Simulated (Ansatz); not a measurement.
A ladder of methods for PH3F+ (SMILES F[PH3+])

PH3F+ has 5 atoms, charge +1, and is taken as a singlet. SMILES: `F[PH3+]`. The coordinates come from a GFN2-xTB relaxation.

```xyz
5

F    -1.3655    0.2504    0.3411
P     0.1226   -0.0224   -0.0307
H     0.0382   -0.4286   -1.3494
H     0.4861   -1.0083    0.8681
H     0.7186    1.2089    0.1708
```

Each level gives the energy change with the P2–H5 bond stretched from 1.383 to 3.457 Å (eV). The values are calculated.

```
                     level                    kind  program  value (eV)  less FCI/STO-3G
  BLYP/STO-3G (restricted)                     GGA   Ansatz        4.97            +0.82
r2SCAN/STO-3G (restricted)                meta-GGA   Ansatz        5.58            +1.43
 BHLYP/STO-3G (restricted)           global hybrid   Ansatz        6.92            +2.77
 HSE06/STO-3G (restricted)  range-separated hybrid   Ansatz        6.06            +1.91
 wB97X/STO-3G (restricted)  range-separated hybrid   Ansatz        6.95            +2.80
B2PLYP/STO-3G (restricted)           double hybrid   Ansatz        5.51            +1.36
   MP2/STO-3G (restricted)     perturbation theory   Ansatz        6.11            +1.96
CCSDTQ/STO-3G (restricted)   coupled cluster or CI   Ansatz        4.15             0.00
                FCI/STO-3G      exact in the basis   Ansatz        4.15             0.00
```

FCI/STO-3G is exact within its basis and frozen core, so for wave-function methods in that basis the difference is their error; functionals converge differently with the basis, so for them it is only a difference. The first shape isn't each level's own minimum. The values span 4.15 to 6.95 eV. All rows use very small basis sets, so none should be taken for the real molecule's value.

Stretching the P-H bond brings its σ and σ* orbitals close in energy, so the singlet needs at least two configurations to describe separation towards PH2F+ and a hydrogen atom. A restricted determinant instead keeps both electrons in one bonding orbital and retains spurious ionic character, which raises the stretched end of the curve. MP2 starts from that determinant and still overshoots FCI by 1.96 eV, as low-order perturbation theory is unsuited to near-degeneracy. CCSDTQ matches FCI to the printed precision, showing that high excitations can repair the poor single reference at this geometry.

Among the functionals without a perturbative term, the semilocal ones give the smallest rises and BHLYP and wB97X the largest, probably because semilocal exchange mimics some of the static correlation that exact exchange leaves out. B2PLYP falls outside this pattern, with a low value despite its large share of exact exchange. BLYP's relative closeness to FCI is therefore no sign that it describes the broken bond correctly. How much spin-symmetry breaking would lower these curves remains untested.
